## The row that gets worse

Ammonia borane, H₃N–BH₃, looks wrong. Its measured dipole moment is 5.2 D, and PBE, the simplest density functional in the table, overshoots it by 0.16 D. B3LYP, a more elaborate functional, overshoots by 0.19 D, and Hartree–Fock (HF) by 0.30 D. In this molecule every step away from PBE leads away from the measurement.

Dipole moments of small molecules in the gas phase, calculated with PySCF 2.14.0 at the PBE, B3LYP, CAM-B3LYP, HF and LC-wPBE levels, with the def2-SVPD basis and density fitting. All levels use PBE0-D3(BJ)/def2-SVP geometries. Errors are computed less measured values.

```
    case (SMILES)  measured (D)  PBE less measured (D)  B3LYP less measured (D)  CAM-B3LYP less measured (D)  HF less measured (D)  LC-wPBE less measured (D)
           FB(F)F             0                   0.00                     0.00                         0.00                  0.00                       0.00
       p12p3p1p23             0                   0.00                     0.00                         0.00                  0.00                       0.00
           [AsH3]           0.2                   0.08                     0.03                         0.10                  0.17                       0.22
     FC(Cl)(Cl)Cl          0.46                  -0.20                    -0.10                        -0.07                  0.01                      -0.12
     FC(F)=C(F)Cl          0.58                  -0.26                    -0.17                        -0.15                 -0.09                      -0.21
        BrP(Br)Br          0.61                  -0.30                    -0.19                        -0.17                 -0.13                      -0.27
          FS(F)=S          1.03                   0.02                     0.18                         0.21                  0.37                       0.13
          C=C(F)F         1.389                  -0.28                    -0.11                        -0.04                  0.12                      -0.08
     [BH3-]C#[O+]         1.698                  -0.51                    -0.39                        -0.27                 -0.06                      -0.11
              FCF          1.97                  -0.21                    -0.07                        -0.01                  0.18                      -0.03
        CC(F)(F)F          2.32                  -0.12                     0.00                         0.06                  0.21                       0.03
     [BH3-][NH3+]         5.216                   0.16                     0.19                         0.23                  0.30                       0.27
[NH3+][B-](F)(F)F         5.903                   0.11                     0.20                         0.26                  0.41                       0.29
```

Each error is the computed moment less the measured one, so a negative entry means that the computed moment is too small. The first column writes molecules as SMILES strings, in which most hydrogens are left out: FCF is difluoromethane, CH₂F₂. BF₃ and P₄ have no moment by symmetry and agree at every level for that reason alone. The comparison therefore rests on the eleven polar molecules.

## Why the moment rises

In CH₂F₂ the same change of level looks like progress. PBE is too small by 0.21 D and B3LYP by only 0.07 D, while HF is too large by 0.18 D. The direction is the same as in ammonia borane: HF lies above PBE in every polar molecule of the table. What differs is the starting point, too low in one molecule and already too high in the other.

A likely explanation of this rise is self-interaction. In a functional such as PBE, each electron is partly repelled by its own charge, which makes it costly to concentrate charge in one place. Electrons then spread too far from an electronegative atom back to its neighbours, and in a molecule such as CH₂F₂ the moment shrinks. Exact exchange, the exchange term of HF, cancels this self-repulsion and lets the charge stay on the electronegative atom.

HF has the opposite fault because it leaves out electron correlation. Correlation mixes in arrangements in which electrons have moved from filled bonding orbitals into empty antibonding ones. The former often lie mainly on the electronegative atom and the latter on its partner, so correlation usually weakens the polarity. These causes are argued from theory; the table shows the order of the results that they would produce.

## Where the step is large

The rise from PBE to HF does not follow the size of the moment. It is 0.39 D in CH₂F₂ but only 0.14 D in ammonia borane, whose moment is more than twice as large. It is more useful to ask which bonds are strongly polar and whether their contributions add or cancel as vectors. In ammonia borane some cancellation is to be expected: charge that spreads from nitrogen to boron raises the moment, because boron lies at the negative end, while charge that spreads from nitrogen to its hydrogens lowers it.

The fluorinated molecules fit this picture. In CH₂=CF₂ both C–F bonds lie at one end, and the rise is 0.40 D. In CF₂=CFCl halogens at the two ends oppose each other, and the rise falls to 0.17 D. Replacing the three hydrogens on boron in ammonia borane by fluorine roughly doubles the rise, to 0.30 D. For a neighbouring case, a reader can thus expect a strong dependence on the level when several bonds to fluorine point the same way.

Borane carbonyl, H₃B–CO, has the largest rise, 0.45 D, although it contains no fluorine. A plausible guess is that PBE lets too much charge flow from the B–H bonds into the empty orbitals of CO, against the main polarity of the molecule.

## A one-fifth estimate

B3LYP contains 20 per cent exact exchange. If a small share of exact exchange changes the electron density in proportion to that share, the moment should move from PBE towards HF by the same fraction:

μ(B3LYP) ≈ μ(PBE) + 0.20 × [μ(HF) − μ(PBE)]

Here μ is the dipole moment. All levels use the same molecular geometries, so the steps between them come from the electron density and not from a change of shape.

For CH₂F₂, PBE gives 1.97 − 0.21 = 1.76 D. One fifth of the rise of 0.39 D is about 0.08 D, which puts the estimate at 1.84 D. The B3LYP calculation gives 1.97 − 0.07 = 1.90 D. The estimate has the right direction but yields only a little more than half of the actual step.

This shortfall is typical: on average over the polar molecules, too, the rule gives little more than half of the step. A fraction fitted to all eleven of them, CH₂F₂ included, comes out at 0.37, with a typical miss of 0.04 D; the printed output below gives the details. That fraction should not be read as an amount of exact exchange. B3LYP also differs from PBE in its other exchange and correlation terms, and the HF end of the line has no correlation at all.

Arsine, AsH₃, shows where the picture fails. From PBE to B3LYP its moment falls by 0.05 D, although HF lies above PBE. A positive share of the rise towards HF cannot produce a fall, which points to the other terms of the functional. The measured moment is given only as 0.2 D, so the errors for arsine are uncertain by up to 0.05 D; the fall itself is not affected, because it compares two calculations.

## What each level delivers

PBE is mostly too small, with a mean absolute error of 0.20 D. HF is mostly too large and does hardly better, at 0.19 D. HF comes within 0.01 D of the measurement for CFCl₃, yet it misses F₂S=S by 0.37 D. One close agreement is therefore no evidence of a good electron density.

B3LYP, CAM-B3LYP and LC-wPBE have mean absolute errors between 0.14 and 0.16 D. Eleven molecules cannot rank methods that lie so close together. Going from PBE to B3LYP lowers the mean absolute error by about 0.06 D, a modest gain: eight of the eleven molecules improve, while F₂S=S and the two ammonia adducts get worse. The signed errors of CAM-B3LYP average almost to zero only because molecules that are too polar offset others that are not polar enough.

CAM-B3LYP and LC-wPBE raise the share of exact exchange as two electrons move apart. This does not make LC-wPBE a simple continuation of B3LYP. It gives smaller moments than B3LYP for CFCl₃, CF₂=CFCl, PBr₃ and F₂S=S, but larger ones for the other seven polar molecules. The difference is greatest for H₃B–CO, where it cuts the error from −0.39 to −0.11 D.

## When another functional does not help

Ammonia borane also shows why agreement between levels is a poor error bar. The five results lie within 0.14 D of one another, yet even the closest is 0.16 D too large. The same one-sidedness appears in seven of the eleven polar molecules, where all five errors have one sign. In three of those the nearest level comes within 0.06 D, too close to carry much weight. In the other four, CF₂=CFCl, PBr₃ and the two ammonia adducts, every level misses by about 0.1 D or more.

An error common to all levels suggests looking at what they share. They use the same geometries and the same modest basis set, and none averages over molecular vibrations. The five may also share an error in their treatment of the electrons, since none is an accurate correlated wavefunction method. Which of these matters, or whether the measured value itself is at fault, is untested here. For PBr₃ and AsH₃, which contain heavier atoms, the neglect of relativity is a further untested candidate.

## Accuracy and cost

The same error in debye means very different things for a small and a large moment. B3LYP is 0.19 D off for both PBr₃ and ammonia borane. That is 31 per cent of the first moment but only 4 per cent of the second. A correlation for polar fluids may use the square of the moment, and for PBr₃ the square from B3LYP would be only (0.42/0.61)² ≈ 0.47 times the measured one, less than half.

The cost can be judged only from the kind of work involved. PBE needs no exact exchange and is the cheapest of the functionals. B3LYP adds exact exchange, whose cost grows more steeply with molecular size: with density fitting, doubling the molecule multiplies this part by roughly sixteen, against eight for the ordinary Coulomb part. HF needs the same exchange work, and CAM-B3LYP needs a second exchange calculation for its long-range part. LC-wPBE uses exact exchange at long range only, so a single exchange calculation can suffice. For molecules as small as these, cost is no reason to stop at PBE.

## A working rule

Set the tolerance in debye before choosing the level. If 0.3 D is enough, CAM-B3LYP and LC-wPBE meet it for every molecule in the table, and B3LYP for all but H₃B–CO. If 0.1 D is needed, no level here is dependable: the best count, that of CAM-B3LYP, is five of the eleven polar molecules, with arsine just at the limit. In that case, compare PBE with HF for a first impression of how strongly the moment depends on the functional. The gap can understate this: in arsine PBE and HF differ by 0.09 D, but the five levels spread over 0.19 D. If all levels tried lie close together, as in ammonia borane, do not take this as proof of accuracy. Check the basis set, the geometry and the vibrations, and if possible a correlated wavefunction method such as coupled cluster, before trying another functional.

Printed output of the fit:

```
Steps and errors in D unless marked:
                row  PBE to B3LYP  20 percent rule  PBE to HF  LC-wPBE less B3LYP  mean of five errors  B3LYP error in percent
             FB(F)F             0                0          0                   0                    0                       0
         p12p3p1p23             0                0          0                   0                    0                       0
             [AsH3]         -0.05            0.018       0.09                0.19                 0.12                      15
       FC(Cl)(Cl)Cl           0.1            0.042       0.21               -0.02               -0.096                  -21.74
       FC(F)=C(F)Cl          0.09            0.034       0.17               -0.04               -0.176                  -29.31
          BrP(Br)Br          0.11            0.034       0.17               -0.08               -0.212                  -31.15
            FS(F)=S          0.16             0.07       0.35               -0.05                0.182                   17.48
            C=C(F)F          0.17             0.08        0.4                0.03               -0.078                  -7.919
       [BH3-]C#[O+]          0.12             0.09       0.45                0.28               -0.268                  -22.97
                FCF          0.14            0.078       0.39                0.04               -0.028                  -3.553
          CC(F)(F)F          0.12            0.066       0.33                0.03                0.036                       0
       [BH3-][NH3+]          0.03            0.028       0.14                0.08                 0.23                   3.643
  [NH3+][B-](F)(F)F          0.09             0.06        0.3                0.09                0.254                   3.388
mean signed error of PBE over polar rows (D): -0.1373
mean signed error of B3LYP over polar rows (D): -0.03909
mean signed error of CAM-B3LYP over polar rows (D): 0.01364
mean signed error of HF over polar rows (D): 0.1355
mean signed error of LC-wPBE over polar rows (D): 0.01091
mean absolute error of PBE over polar rows (D): 0.2045
mean absolute error of B3LYP over polar rows (D): 0.1482
mean absolute error of CAM-B3LYP over polar rows (D): 0.1427
mean absolute error of HF over polar rows (D): 0.1864
mean absolute error of LC-wPBE over polar rows (D): 0.16
polar rows with PBE error of at most 0.10 D: 2
polar rows with B3LYP error of at most 0.10 D: 4
polar rows with CAM-B3LYP error of at most 0.10 D: 5
polar rows with HF error of at most 0.10 D: 3
polar rows with LC-wPBE error of at most 0.10 D: 3
polar rows where all five errors have one sign: 7
mean step PBE to B3LYP over polar rows (D): 0.09818
mean step PBE to HF over polar rows (D): 0.2727
rms miss of the 20 percent rule over polar rows (D): 0.06154
fit of to_b3 on 11 rows (measured > 0): coefficient of to_hf 0.3665 +/- 0.039; rms 0.0368, worst [AsH3] 0.083, leave-one-out rms 0.0395
  rows outside the fit (model, value, miss): FB(F)F 0, 0, 0; p12p3p1p23 0, 0, 0
```
